# Virial pressure and bond force by coordinate scaling

For point charges that interact only through Coulomb forces, the pressure of a periodic cell and the force along the bond of a diatomic molecule follow from two averages that every all-electron QMC run accumulates, the kinetic energy $T$ and the potential energy $V$:

$$P=\frac{2T+V}{3\Omega},\qquad 2T+V=-R\,\frac{dE}{dR}.$$

The estimator needs no wave-function derivatives. Its bias, however, is of first order in the error of the wave function, and in an all-electron run it is dominated by the core. We use Hartree atomic units: energies in Ha, lengths in bohr, and $1\ \mathrm{Ha/bohr^3}=29421$ GPa.

## 1. Premises

1. The Hamiltonian is non-relativistic, $\hat H=\hat T+\hat V$ with $\hat T=-\tfrac12\sum_i\nabla_i^2$ over $N$ electrons.
2. The nuclei are clamped point charges at $\mathbf R_I$. $\hat V$ holds all Coulomb terms: electron–electron, electron–nucleus and nucleus–nucleus. There are no pseudopotentials and no external fields.
3. A molecule has a square-integrable wave function. A solid is a neutral simulation cell of volume $\Omega$ with twisted boundary conditions and the Ewald interaction. $N$ and the twist, in fractional reciprocal coordinates, stay fixed.
4. The state is real or complex, normalised, and non-degenerate within its symmetry sector. $T=\langle\hat T\rangle$, $V=\langle\hat V\rangle$ and $E=T+V$ are totals for the cell or molecule.

## 2. How the Hamiltonian scales

Dilate the nuclear frame by $\lambda$: $\mathbf R_I\to\lambda\mathbf R_I$, lattice vectors $\mathbf a\to\lambda\mathbf a$, $\Omega\to\lambda^3\Omega$. Describe the electrons of the dilated system by scaled coordinates $\mathbf s_i=\mathbf r_i/\lambda$. These range over the original cell, with the original boundary conditions, for every $\lambda$. The map $\Psi(\mathbf r)=\lambda^{-3N/2}\Phi(\mathbf r/\lambda)$ preserves the norm, so it preserves the spectrum.

*Kinetic energy.* The chain rule gives $\nabla_{\mathbf r}=\lambda^{-1}\nabla_{\mathbf s}$, hence $\hat T\to\lambda^{-2}\hat T$.

*Potential energy, molecule.* Each term is $qq'/|\mathbf r-\mathbf r'|$ and both ends scale, so $\hat V\to\lambda^{-1}\hat V$.

*Potential energy, solid.* The Ewald pair potential and self-image constant are

$$v_E(\mathbf r)=\frac{4\pi}{\Omega}\sum_{\mathbf G\neq0}\frac{e^{i\mathbf G\cdot\mathbf r}}{G^2},\qquad \xi=\lim_{r\to0}\Big[v_E(\mathbf r)-\frac1r\Big].$$

Under dilation $\mathbf G\to\mathbf G/\lambda$, so $\mathbf G\cdot\mathbf r$ is unchanged and $\Omega G^2\to\lambda\,\Omega G^2$. Both $v_E$ and $\xi$ scale as $\lambda^{-1}$. The splitting parameter used to evaluate the sum brings in no length, because the converged sum does not depend on it.

In both cases

$$\hat H(\lambda)=\lambda^{-2}\hat T+\lambda^{-1}\hat V, \tag{1}$$

with $\hat T$ and $\hat V$ fixed operators on a fixed space of functions of $\mathbf s$.

## 3. Eigenstates

Let $\hat H(\lambda)\Phi_\lambda=E(\lambda)\Phi_\lambda$ with $\langle\Phi_\lambda|\Phi_\lambda\rangle=1$. Differentiate $E=\langle\Phi_\lambda|\hat H(\lambda)|\Phi_\lambda\rangle$:

$$\frac{dE}{d\lambda}=\langle\Phi|\partial_\lambda\hat H|\Phi\rangle+\langle\partial_\lambda\Phi|\hat H|\Phi\rangle+\langle\Phi|\hat H|\partial_\lambda\Phi\rangle .$$

Since the boundary conditions in $\mathbf s$ do not depend on $\lambda$, $\partial_\lambda\Phi$ obeys them too, and $\hat H$ may act to the left in the last term. The last two terms then sum to $E\,\partial_\lambda\langle\Phi|\Phi\rangle=0$. From (1), $\partial_\lambda\hat H=-2\lambda^{-3}\hat T-\lambda^{-2}\hat V$, and at $\lambda=1$

$$\left.\frac{dE}{d\lambda}\right|_{1}=-(2T+V). \tag{2}$$

All results below are readings of (2).

### Pressure and stress

With $\Omega\propto\lambda^3$ we have $d\Omega/d\lambda=3\Omega$ at $\lambda=1$, so

$$P=-\frac{dE}{d\Omega}=\frac{2T+V}{3\Omega}=\frac{E+T}{3\Omega}=\frac{2E-V}{3\Omega}. \tag{3}$$

The derivative is taken at fixed cell shape and fixed fractional nuclear positions. It equals the slope of the relaxed $E(\Omega)$ curve when $E$ is stationary in the shape and in the internal coordinates.

For a general strain $\mathbf r=(1+\epsilon)\mathbf s$ define the stress $\sigma_{ab}=\Omega^{-1}\partial E/\partial\epsilon_{ab}$, positive in tension. Momenta transform as $\mathbf p\to(1+\epsilon^{\mathsf T})^{-1}\mathbf p$, so $\partial(p^2/2)/\partial\epsilon_{ab}=-p_ap_b$ at zero strain, and $\partial(1/r)/\partial\epsilon_{ab}=-r_ar_b/r^3$. The argument above gives the stress theorem of Nielsen and Martin (1985) for Coulomb systems,

$$\Omega\,\sigma_{ab}=-\Big\langle\sum_i p_{ia}p_{ib}\Big\rangle-\Big\langle\sum_{\text{pairs}}qq'\,\frac{r_ar_b}{r^3}\Big\rangle ,$$

where in a periodic cell the pair sum stands for the strain derivative of the Ewald energy. The trace is $-2T-V$, in line with (2), which is the case $\epsilon_{ab}=(\lambda-1)\delta_{ab}$. Therefore $P=-\tfrac13\operatorname{tr}\sigma$. A monatomic bcc crystal has no free internal coordinate, and a state with full cubic symmetry has $\sigma_{ab}=-P\delta_{ab}$, so (3) gives the whole stress.

### Bond force

For a molecule $dE/d\lambda=\sum_I\mathbf R_I\cdot\nabla_IE=-\sum_I\mathbf R_I\cdot\mathbf F_I$, so $2T+V=\sum_I\mathbf R_I\cdot\mathbf F_I$. The forces sum to zero, which makes this independent of the origin. A diatomic has $E=E(R)$ and $R\to\lambda R$, so

$$2T+V=-R\frac{dE}{dR},\qquad F_R\equiv-\frac{dE}{dR}=\frac{2T+V}{R}, \tag{4}$$

with $F_R>0$ pushing the nuclei apart. This is Slater's molecular virial theorem (1933). Solving (4) with $E=T+V$ gives $T=-E-R\,E'$ and $V=2E+R\,E'$. The repulsion $Z_AZ_B/R$ satisfies (4) on its own, so it may be kept in both $V$ and $E$ or dropped from both, never from one. At equilibrium and at dissociation into neutral atoms $2T+V=0$. For more than two atoms the virial gives only the one breathing combination of the forces.

### Electron gas

For electrons in a uniform neutralising background, $\hat V$ is the Ewald energy of the electrons and (1) holds. Let $e,t,v$ be energies per electron and $n^{-1}=\Omega/N=\tfrac43\pi r_s^3$. Then $r_s\propto\lambda$, and (2) reads $2t+v=-r_s\,de/dr_s$. Dividing (3) through by $N$,

$$P=\frac n3(2t+v)=-\frac{n\,r_s}{3}\frac{de}{dr_s},\qquad t=-\frac{d(r_se)}{dr_s},\qquad v=\frac1{r_s}\frac{d(r_s^2e)}{dr_s}. \tag{5}$$

For the unpolarised plane-wave determinant $k_F=(9\pi/4)^{1/3}/r_s$, $t=\tfrac3{10}k_F^2=1.10495/r_s^2$ and $v=-3k_F/4\pi=-0.45817/r_s$. This determinant is the same function of $\mathbf s$ at every density, so (5) holds for it, and $P=0$ at $r_s=4.82$.

## 4. Trial functions in VMC

A trial function is not an eigenstate, and the wave-function terms of section 3 need not cancel. Let $L$ be the size of the frame (lattice constant or bond length). Let $\Psi$ depend on $L$ through its centres and its periodicity, and on parameters $p_j$ of dimension (length)$^{d_j}$. A Slater exponent has $d=-1$, a Gaussian exponent $d=-2$, a Jastrow cutoff $d=+1$, a linear coefficient of normalised functions $d=0$. The list must contain every dimensional number in $\Psi$, including those never optimised.

*Step 1.* If $L\to\lambda L$ and $p_j\to\lambda^{d_j}p_j$ together, $\Psi$ is the same function of $\mathbf s$. By (1), $E(\lambda L,\lambda^{d_j}p_j)=\lambda^{-2}T+\lambda^{-1}V$. Differentiating at $\lambda=1$,

$$L\,\partial_LE+\sum_jd_jp_j\,\partial_jE=-(2T+V).$$

*Step 2.* The curve that is actually computed follows some rule $p_j(L)$, and its slope is $L\,dE/dL=L\,\partial_LE+\sum_j(dp_j/d\ln L)\,\partial_jE$.

*Step 3.* Eliminate $L\,\partial_LE$:

$$2T+V=-L\frac{dE}{dL}+\Delta,\qquad \Delta=\sum_j\Big(\frac{dp_j}{d\ln L}-d_jp_j\Big)\partial_jE. \tag{6}$$

$\Delta$ is the Pulay term of the virial. A parameter drops out of it in two ways: the energy is stationary in it ($\partial_jE=0$), or it follows the frame ($p_j\propto L^{d_j}$). Plane waves at fixed number follow the frame. Plane waves at fixed cutoff energy and atomic orbitals at fixed exponents do not.

*Step 4, scale optimisation.* The remaining, frozen parameters need not be optimised one by one. Write them as $p_j=\eta^{d_j}p_j^0$ with a single scale $\eta(L)$. Then $dp_j/d\ln L=d_jp_j\,d\ln\eta/d\ln L$ and $\sum_jd_jp_j\,\partial_jE=\partial E/\partial\ln\eta$, so

$$\Delta=\Big(\frac{d\ln\eta}{d\ln L}-1\Big)\frac{\partial E}{\partial\ln\eta}.$$

Minimising the energy over $\eta$ at each $L$ gives $\Delta=0$, and (3) and (4) then return the slope of that VMC curve. Four remarks matter in practice.

- $\eta$ stretches all internal lengths of $\Psi$ while the centres stay on the nuclei and the periodicity stays that of the cell. It is not a dilation of the whole function about one origin.
- The stationarity is that of the energy. Variance minimisation does not give it.
- Cusp slopes ($-Z$, $\tfrac12$, $\tfrac14$ in bohr$^{-1}$) are frozen parameters with $d=-1$. A Slater–Jastrow function with imposed cusps and all other parameters optimised still has $\Delta=\sum_{\rm cusps}p\,\partial_pE$, which vanishes as the function approaches an eigenstate.
- For real $\Psi$, $\partial_jE=2\langle\partial_j\Psi|\hat H-E|\Psi\rangle$. With $\Psi=\Phi+\delta$ and $\Phi$ exact, this is linear in $\delta$, while the energy error is quadratic. A good energy does not certify a good virial.

$\Delta=0$ makes the virial consistent with the VMC curve. It does not make that curve exact.

## 5. Projector and path-integral methods

**Fixed-node DMC.** The fixed-node state $\Phi$ is the lowest eigenfunction of $\hat H$ that vanishes on the nodes of $\Psi$. If the nodes are held fixed in $\mathbf s$, the boundary conditions do not depend on $\lambda$ and section 3 applies unchanged. The pure averages $\langle\Phi|\cdot|\Phi\rangle$ thus give the slope of the fixed-node energy for nodes that dilate with the cell. The computed curve uses nodes that change shape with $L$, and (6) holds with $E\to E_{\rm FN}$ and $p_j$ the parameters that shape the nodes. This nodal $\Delta$ vanishes for exact nodes, for nodes that make $E_{\rm FN}$ stationary, and for nodes that follow the frame, as the plane-wave nodes of the electron gas do. Jastrow parameters drop out.

DMC samples $\Psi\Phi$. The mixed estimate of $E$ is $E_{\rm FN}$, but $V_{\rm mix}$ differs from the pure value at first order in $\Phi-\Psi$. Use the last form of (3), $3P\Omega=2E_{\rm FN}-V_{\rm pure}$, with $V_{\rm pure}$ from forward walking or reptation. The extrapolation $2V_{\rm mix}-V_{\rm VMC}$ leaves a second-order bias.

**AFQMC.** The Hamiltonian lives in a finite basis, whose exponents or cutoff enter (6) as frozen parameters. $\hat T$ and $\hat V$ do not commute with $\hat H$, so their averages need back-propagation. The phaseless energy has no stationarity property, so under the constraint the virial and the slope need not agree.

**PIMC.** At inverse temperature $\beta$, $A=-\beta^{-1}\ln\operatorname{Tr}e^{-\beta\hat H(\lambda)}$. The cyclic property of the trace gives $dA/d\lambda=\langle\partial_\lambda\hat H\rangle$, so $P=-\partial A/\partial\Omega$ is again $(2T+V)/3\Omega$ with thermal averages. Mobile nuclei scale like electrons, and their kinetic energy belongs in $T$. For $N_n$ classical nuclei it adds $N_nk_BT_{\rm abs}/\Omega$.

## 6. Range of validity

- **Interaction.** $\hat V$ must be homogeneous of degree $-1$. Pseudopotentials, finite nuclei and truncated or model periodic interactions carry their own lengths, and $V$ in (2) must be replaced by $-\langle\partial_\lambda\hat V\rangle$.
- **Kinetic energy.** It must be homogeneous of degree $-2$. Scalar-relativistic terms are not.
- **State.** An eigenstate, a thermal ensemble, or a trial state with $\Delta=0$, always with pure averages. At a level crossing each branch has its own slope.
- **Finite size.** (3) is the pressure of the simulated cell. Canonical twist averaging commutes with it. A finite-size correction $\delta E(\Omega)$ adds $-d\,\delta E/d\Omega$.
- **Nuclei.** With clamped nuclei (3) is the static-lattice pressure.
- **Statistics.** Locally $2T_L+V=2E_L-V$, so the estimator fluctuates like $V$ even for an exact $\Psi$. It has no zero-variance property. Its variance is finite, because $r^{-2}$ is integrable at a nucleus, whereas the bare Hellmann–Feynman force has a square going as $r^{-4}$ and infinite variance.

## 7. Illustration: all-electron bcc Li

All quantities are now per atom. As input take the typical valence density of lithium metal, $r_s\approx3.25$ with one valence electron per atom. Then $\Omega=143.79$ bohr$^3$ and $a=(2\Omega)^{1/3}=6.60$ bohr $=3.49$ Å. By (3), 1 Ha in $2T+V$ is worth $68.20$ GPa, and 1 GPa is $14.66$ mHa.

### Model

Take one determinant with a doubly occupied core orbital $\phi=(\zeta^3/\pi)^{1/2}e^{-\zeta r}$ on each nucleus ($Z=3$, overlap between sites neglected) and a Fermi sphere of plane waves. Its energy has three parts.

*Core.* Two electrons in $\phi$ have $T_c=\zeta^2$ and $V_c=-2Z\zeta+\tfrac58\zeta=-\tfrac{43}8\zeta$. The free Li$^+$ ion has its minimum at $\zeta_0=43/16=2.6875$.

*Valence gas and point ions.* The gas gives $t$ and $v$ of section 3. Unit point charges on a bcc lattice in the uniform valence charge have the Ewald energy

$$\frac12\Big[\sum_{\mathbf R\ne0}\frac{\operatorname{erfc}(\kappa R)}{R}+\frac{4\pi}\Omega\sum_{\mathbf G\ne0}\frac{e^{-G^2/4\kappa^2}}{G^2}-\frac{2\kappa}{\sqrt\pi}-\frac{\pi}{\kappa^2\Omega}\Big]=-\frac{0.89593}{r_s}$$

for any $\kappa$. With exchange the sum is $-1.35410/r_s$.

*Core–valence coupling.* A determinant is unchanged if the plane waves are orthogonalised to the cores. We keep the resulting terms to first order in $1/\Omega$ and evaluate them at $k=0$, where in each cell $\chi=\Omega^{-1/2}(1-B\phi)$ with $B=\int\phi\,d^3r=8\sqrt\pi\,\zeta^{-3/2}$. Only $\phi$ has a gradient, so the kinetic term is $(B^2/\Omega)\,\zeta^2/2=32\pi/(\zeta\Omega)=24/(\zeta r_s^3)$. The valence electron feels $U=-3/r+2J-\hat K$. Here $J(r)=1/r-e^{-2\zeta r}(1/r+\zeta)$ is the potential of $\phi^2$, and $\hat K$ is exchange with the core electron of the same spin, so that $\hat K\phi=J\phi$. Expanding $\Omega\langle\chi|U|\chi\rangle$ gives four integrals:

1. Local part of $\langle1|U|1\rangle$, less the $-1/r$ tail already counted in the Ewald energy: $-2\int e^{-2\zeta r}(1/r+\zeta)\,d^3r=-4\pi/\zeta^2$.
2. Exchange part: $-\iint\phi(\mathbf r)\phi(\mathbf r')/|\mathbf r-\mathbf r'|=-B^2\cdot\tfrac5{16}\zeta=-20\pi/\zeta^2$, since $\phi/B$ is a unit 1s charge density of orbital exponent $\zeta/2$.
3. Cross term: $-2B\int(-3/r+J)\phi\,d^3r=2B^2\zeta\,(1+\tfrac5{54})=\tfrac{3776}{27}\pi/\zeta^2$, from $\int\phi/r=B\zeta/2$ and $\int\phi\,e^{-2\zeta r}(1/r+\zeta)=\tfrac5{54}B\zeta$.
4. Core term: $B^2(-3\zeta+\tfrac58\zeta)=-152\pi/\zeta^2$.

The sum is $-\tfrac{976}{27}\pi/\zeta^2$, and division by $\Omega$ gives $-\tfrac{244}9/(\zeta^2r_s^3)$. The model is defined by

$$T=\zeta^2+\frac{1.10495}{r_s^2}+\frac{24}{\zeta r_s^3},\qquad V=-\frac{43}8\zeta-\frac{1.35410}{r_s}-\frac{244}{9\,\zeta^2r_s^3}. \tag{7}$$

Under $r_s\to\lambda r_s$, $\zeta\to\zeta/\lambda$ every term of $T$ scales as $\lambda^{-2}$ and every term of $V$ as $\lambda^{-1}$, as step 1 of section 4 demands. The only parameter is $\zeta$, with $d=-1$, so for a frozen core (6) gives $\Delta=\zeta\,\partial_\zeta E$.

### Numbers

At $r_s=3.25$ and $\zeta=\zeta_0$ the terms of $T$ are $7.22266$, $0.10461$, $0.26014$ and those of $V$ are $-14.44531$, $-0.41665$, $-0.10935$. The core terms cancel in $\zeta\,\partial_\zeta E$ at $\zeta_0$, which leaves minus the third term of $T$ plus twice the magnitude of the third term of $V$: $\Delta=-0.04145$ Ha. Solving $\partial_\zeta E=0$ gives the second row. The digits belong to the model (7) and are kept to follow the cancellation.

| core | $\zeta$ | $T$ | $V$ | $E$ | $2T+V$ | $P$, virial (GPa) | $P$, slope (GPa) |
|---|---|---|---|---|---|---|---|
| frozen at free ion | 2.6875 | 7.58741 | −14.97130 | −7.38389 | 0.20352 | 13.88 | 16.71 |
| scale-optimised | 2.6953 | 7.62856 | −15.01251 | −7.38395 | 0.24461 | 16.68 | 16.68 |

"Slope" is $-dE/d\Omega$ along the curve computed with the same rule for $\zeta$. With $\zeta$ optimised the two routes agree, as derived. Optimisation changes $\zeta$ by $0.29$ %, lowers $E$ by $0.060$ mHa and moves the slope by $0.02$ GPa, but it moves the virial by $2.8$ GPa.

The sensitivity comes from the core alone. For $\zeta=\zeta_0(1+\delta)$ the core gives $2T_c+V_c=2\zeta(\zeta-\zeta_0)\simeq2\zeta_0^2\delta$ and an energy rise $\zeta_0^2\delta^2$. A bias of 1 GPa needs only $\delta=0.10$ %, which costs $7.4$ µHa per atom. No routine VMC optimisation resolves so small an energy directly. Monitor the gradient $\partial E/\partial\ln\eta$, or compare the virial with a fitted $E(\Omega)$.

The core also sets the noise. For the density $\phi^2$, $\langle r^{-2}\rangle-\langle r^{-1}\rangle^2=\zeta^2$, so the nuclear attraction of one core electron has standard deviation $Z\zeta_0=8.06$ Ha. Counting two independent core electrons and ignoring the other terms of $V$, an error bar of 0.1 GPa takes about $2(Z\zeta_0)^2/(1.466\ \mathrm{mHa})^2\approx6\times10^7$ independent samples, counted as configurations times atoms in the cell.

### What the model leaves out

The core weight in a plane wave is $b^2=B^2/\Omega=0.072$. The smooth potential at the core and the normalisation of $\chi$ give dropped terms of order $b^2$ times the valence potential energy of $0.41665$ Ha, about $0.030$ Ha. At finite $k$ the weight falls as $(1+k^2/\zeta^2)^{-4}$, by about 12 % for the mean $k^2$ of the Fermi sphere, which is again about $0.030$ Ha on the kinetic term. Each is worth at least 2 GPa and rivals $\Delta$, so $2.8$ GPa is the model's value and gives only the order of magnitude of a frozen-core bias in lithium. Valence correlation, estimated through (5) with Wigner's approximate $e_c\approx-0.44/(r_s+7.8)$ Ha, contributes about $-0.8$ GPa. Zero-point motion in a Debye picture adds $\gamma\,\tfrac98k_B\Theta/\Omega\approx0.3$ GPa for typical $\Theta\approx400$ K and Grüneisen parameter $\gamma\approx1$. The valence orbitals are also not allowed to relax from single plane waves, an omission whose size the model cannot supply.

The model's pressure of about 17 GPa is a remainder of larger terms, the core–valence part alone giving 31 GPa, and it is not that of lithium. Lithium is typically near zero pressure at this density, so the model is too repulsive by nearly the whole 17 GPa, and its zero-pressure point $r_s\approx4.3$ lies roughly 30 % too far out. The two figures that carry over to a real all-electron run depend only on the cell volume and the core: about 15 mHa per atom in $2T+V$ for each GPa, and about 1 GPa of bias for each 0.1 % of mismatch in the length scale of the 1s shell.